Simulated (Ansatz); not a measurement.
# Ligand exchange: C2H6OSn + C4H8O2 → CH4O2Sn + C5H10O

Species: C2H6OSn `C[O][Sn][CH3]`, singlet; C4H8O2 `CCCC(=O)O`, singlet; CH4O2Sn `C[O][Sn][OH]`, singlet; C5H10O (2-pentanone) `CCCC(C)=O`, singlet. The partners trade CH3 for OH: Sn–CH3 and C–OH bonds give way to Sn–OH and C–CH3.

Shapes, held fixed at every level: PBE0-D4/def2-TZVP. Flexible molecules stand in one conformer, not always the lowest. Programs: Ansatz 0.2.0. Electronic energies: no zero-point or thermal term.

```csv
level,kind,ΔE (kJ/mol),less CCSD(T)/def2-TZVPP
HF/def2-TZVPP,Hartree–Fock,-48.0,+2.8
PBE-D4/def2-TZVPP,GGA,-47.8,+3.0
r2SCAN-D4/def2-TZVPP,meta-GGA,-50.0,+0.8
wB97X-V/def2-TZVPP,range-separated hybrid,-52.9,-2.1
B2PLYP/def2-TZVPP,double hybrid,-55.1,-4.3
MP2/def2-TZVPP,perturbation theory,-55.3,-4.5
CCSD/def2-TZVPP,coupled cluster or CI,-51.0,-0.2
CCSD(T)/def2-TZVPP,coupled cluster or CI,-50.8,0.0
```

The highest level, CCSD(T)/def2-TZVPP, gives ΔE = -50.8 kJ/mol; the levels span -55.3 to -47.8. The column of differences is taken from that level and isn't an error. No measured value is set beside it here. For atoms past krypton def2 sets carry core potentials with scalar relativity. Correlated rows may include outer-core shells of Sn, which these sets cover unevenly.

The exchange is exothermic at every level, so the preference of this singlet stannylene for hydroxide over methyl does not hinge on the treatment of correlation. The main driving force is probably the strongly polar Sn–O bond: oxygen draws charge from the electropositive tin and can donate a lone pair into the formally empty 5p orbital of Sn(II), which methyl cannot match. This gain outweighs the loss on the organic side, where the acid gives up a strong C–O bond and the conjugation between its hydroxyl lone pair and the carbonyl group.

Hartree–Fock already recovers most of the reaction energy, as expected when electron pairs and the number of bonds are conserved. MP2 gives the most negative value, -55.3 kJ/mol, probably because second order overestimates the differential correlation. CCSD and CCSD(T) nearly coincide, so connected triples matter little to the balance. The energies describe isolated monomers and need not carry over to condensed phases, where Sn(II) alkoxides and hydroxides readily associate through bridging oxygen.
